## A gap that is too wide: PbTe under strain

A semilocal density functional usually makes the gap of a semiconductor too small. Small gaps make electrons easy to polarise, so the electronic dielectric constant then tends to come out too large. For lead telluride one would naively look for the same pair of errors. The calculation gives the opposite pair: a gap of about 1 eV where the real one is roughly 0.2 eV, and a dielectric constant near 23 where the real one is roughly 33. Both measured figures are rough, recalled values, the gap at low temperature and the dielectric constant near room temperature.

Ansatz 0.2.0, r2SCAN density-functional calculations with PAW potentials and without spin-orbit coupling, for rocksalt PbTe at the relaxed volume and under hydrostatic strain. The plane-wave cutoff is 500 eV, the k mesh 6×6×6, and the occupations are fixed. The dielectric component is the electronic response with the nuclei held still.

```csv
volume (Å³/atom),shortest distance (Å),electronic dielectric xx
30.874,3.137,28.727
31.849,3.170,26.876
32.844,3.202,25.237
33.860,3.235,23.840
34.897,3.268,22.724
35.954,3.301,21.794
37.032,3.333,21.009
38.132,3.366,20.346
39.254,3.399,19.819
```

The table follows rocksalt PbTe through nine volumes, with the relaxed cell at 34.897 Å³/atom. The crystal is cubic, so the three diagonal components of the dielectric tensor are equal; the table lists one of them, called $\varepsilon$ here. It describes the response of the electrons with the nuclei held still, and is to be compared with the high-frequency constant, not with the much larger static one. From the most compressed to the most expanded cell $\varepsilon$ falls at every step, from 28.7 to 19.8.

### Reading the direction of the error

The curve is smooth, and smoothness is no sign that it is right. The gaps of the same calculations, printed in the output after this text, are equally smooth: they widen from 0.79 to 1.28 eV as the cell expands. The warning lies in the direction of the error. At the relaxed cell the gap of 1.09 eV is about five times the measured one, whereas the familiar fault of such functionals would have made it too small. An error with the unfamiliar sign suggests that a piece of physics has been left out.

The dielectric constant carries the same message. At the relaxed cell it lies about 31 % below the rough measured value, and even the most compressed cell does not reach that value. The mesh of k points also affects $\varepsilon$, by an amount and in a direction that are untested here. The gap is the safer witness, because it is direct at the L point of the Brillouin zone and the mesh contains that point.



### Why spin-orbit coupling narrows the gap

The omitted physics is spin-orbit coupling, the interaction of an electron's spin with its own orbital motion. It is strong where electrons move fast, close to a heavy nucleus, and lead is among the heaviest elements in common use. The lowest empty states of PbTe at the L point are made mainly of lead 6p orbitals. In the free lead atom the coupling splits the 6p level by an energy of the order of 1 eV.

In the crystal, the p orbital that points along the axis of the L point lies lower than the two that point across it. Spin-orbit coupling splits that pair and mixes its lower member with the level beneath, and mixed levels repel each other. Because the coupling is expected to be comparable to the spacing of these levels, the lowest state should become a thorough blend of both kinds of orbital and lie well below the original edge. The conduction edge sinks towards the valence edge and the gap shrinks. This is established physics of the lead chalcogenides; the table holds no run with the coupling switched on that would measure its size. The same reasoning applies wherever the conduction edge consists of the empty p orbitals of a heavy element, and the effect weakens as that element becomes lighter.

### Where the omission does most harm

If the coupling lowered every gap by nearly the same amount, the table could be corrected by one number. This is a reasonable first guess, since the coupling arises close to the nuclei, where a few per cent of strain changes little. Let $E_g$ be the computed gap and $\Delta$ the common shift. The relaxed cell fixes the shift:

$$\Delta = 1.09\ \text{eV} - 0.2\ \text{eV} \approx 0.89\ \text{eV}.$$

For the most compressed cell this gives

$$E_g - \Delta = 0.79\ \text{eV} - 0.89\ \text{eV} \approx -0.10\ \text{eV}.$$

A negative result means that the two band edges have changed places. The shifted gap passes through zero near 32 Å³/atom, about 8 % below the relaxed volume. The slope of the computed total energy puts the pressure there at roughly 4 GPa.

The reason can be seen without the shift. Compression from the relaxed to the smallest cell removes 0.30 eV from the computed gap. A material that starts with 1.09 eV survives this loss as an ordinary semiconductor, but one that starts with 0.2 eV does not. The calculation may therefore describe the change of the gap quite well and still give the wrong state, because the starting value is wrong.

The gap narrows under pressure because the valence edge at L is an antibonding mixture of lead 6s and tellurium 5p orbitals. Shorter bonds raise such a state strongly, and it approaches the conduction edge. In many other semiconductors, gallium arsenide among them, the direct gap widens under pressure, and an error in its starting value does not bring on such a crossing.

The estimate has a soft spot. The relaxed cell was used to set $\Delta$, so its agreement with experiment tests nothing, and $\Delta$ also absorbs whatever error the functional itself makes. If the true gap were 0.3 eV, the crossing would move to about 30.9 Å³/atom, the very edge of the series. The real crystal is, again from recollection, a few per cent denser than the relaxed cell. This moves the crossing the same way, because the computed gap at the real volume, and with it $\Delta$, is smaller; the coupling alone is therefore expected to account for somewhat less than the shift used here. That a crossing lies close to or within the compressed side is thus better founded than its exact place. For the two smallest cells, the smooth rise of $\varepsilon$ should not be taken as the behaviour of real PbTe. The real crystal moreover leaves the rocksalt structure at a pressure of several GPa, close to that of these cells.

### A repair that fails

It is tempting to correct the dielectric constant from the table alone. Plotted against the logarithm of the computed gap, $\varepsilon$ falls on an almost perfect straight line. A least-squares line through all nine cells gives

$$\varepsilon \approx 24.3 - 18.5\,\ln(E_g/\text{eV}),$$

with a typical miss of 0.03, well below the stated numerical errors of about 0.1. Extended to a gap of 0.2 eV, however, the line gives 54. The uncorrected value was too low by about 10; the corrected one is too high by about 20. At a gap of 0.3 eV, nearer the room-temperature value to which the recalled 33 belongs, the line still gives about 47.

The line is extended far beyond the gaps to which it was fitted, and within the series the gap was never varied alone. In a simple picture without local fields, the response is a sum over all pairs of a filled and an empty state:

$$\varepsilon - 1 \propto \frac{1}{V}\sum \frac{|d|^2}{\Delta E},$$

where $V$ is the volume per atom, $d$ the dipole that connects the two states and $\Delta E$ their energy difference. Expansion changes every factor. It spreads the same electrons over more space, shifts energies throughout the Brillouin zone and alters the dipoles. The edge gap belongs to just one of the many energy differences.

The first of these changes is easily separated. If each atom kept its response to the average field in the crystal and was merely diluted, $(\varepsilon-1)V$ would stay constant. Measured by logarithms, dilution accounts for about 62 % of the fall of $\varepsilon-1$ across the series. Anchored at the relaxed cell, it gives 25.6 for the smallest cell instead of the computed 28.7, so on compression the computed response per atom grows as well. Part of this growth may be an effect of the coarse mesh, which contains the L point and is expected to sample its surroundings worse as the gap narrows.

Towards the expanded end this change of the response per atom dies out. Over the three largest cells $(\varepsilon-1)V$ stays within about 3 Å³/atom, less than its numerical error, although the gap goes on widening. Had it followed the gap as it does in the three smallest cells, it would have dropped by about 20 Å³/atom. Stretched bonds overlap less, so the average separation of the filled and empty p bands is expected to shrink even while the edge gap at L widens. This, perhaps helped by larger dipoles, may offset the wider edge gap, but the table does not measure either effect. What the numbers do show is that the relation between edge gap and response per atom found in the most compressed cells does not carry over to the most expanded ones.

Spin-orbit coupling acts differently from a change of volume. It leaves the density of atoms as it is, and it moves the band edge at L by a large fraction of the gap, while most of the pairs in the sum have much larger energy differences and are affected proportionally less. The dielectric constant should therefore rise when the coupling is included, but by less than the line predicts. A volume series cannot supply the correction, however well a curve passes through it; that takes a calculation with the coupling switched on, on a k mesh fine enough for the narrow gap that results.

The analysis program printed:

```
Gaps and response:
     row  computed gap eV  shifted gap eV  dielectric constant by dilution  (eps-1)*volume A3/atom  error of product A3/atom
  30.874            0.786         -0.1038                            25.55                     856                     4.322
  31.849           0.8739        -0.01594                             24.8                   824.1                     4.459
  32.844           0.9536         0.06384                            24.08                     796                     3.186
   33.86            1.026          0.1357                            23.39                   773.4                     5.079
  34.897             1.09             0.2                            22.72                   758.1                     4.886
  35.954            1.147          0.2568                            22.09                   747.6                     5.034
  37.032            1.196          0.3064                            21.47                     741                     4.814
  38.132            1.239          0.3492                            20.88                   737.7                     4.576
  39.254            1.275          0.3855                            20.31                   738.7                     4.318
Computed gap at relaxed cell over rough measured gap: 5.449
Dielectric constant at relaxed cell below rough measured value, percent: 31.14
Loss of computed gap from relaxed to most compressed cell, eV: 0.3038
Rigid shift needed at relaxed cell, eV: 0.8898
Volume where shifted gap closes, A3/atom: 32.05
Same volume if the true gap were 0.3 eV, A3/atom: 30.92
Mean pressure between strains -3 and -2 percent, GPa: 3.808
Cut-off wavelength from computed gap and from rough measured gap, micrometre: 1.138, 6.2
fit of eps on 9 rows: constant 24.32 +/- 0.012, coefficient of log(gap) -18.51 +/- 0.071; rms 0.0293, worst 31.849 -0.0561, leave-one-out rms 0.047
Log-gap line extended to rough measured gap, dielectric constant: 54.12
Dilution estimate less computed value, most compressed and most expanded row: -3.172, 0.4937
Share of dilution in the whole fall of eps-1 on a log scale, percent: 61.96
Spread of (eps-1)*volume over the three most expanded rows, A3/atom: 3.272
Fall expected there if it followed log gap as in the three most compressed rows, A3/atom: 19.86
```
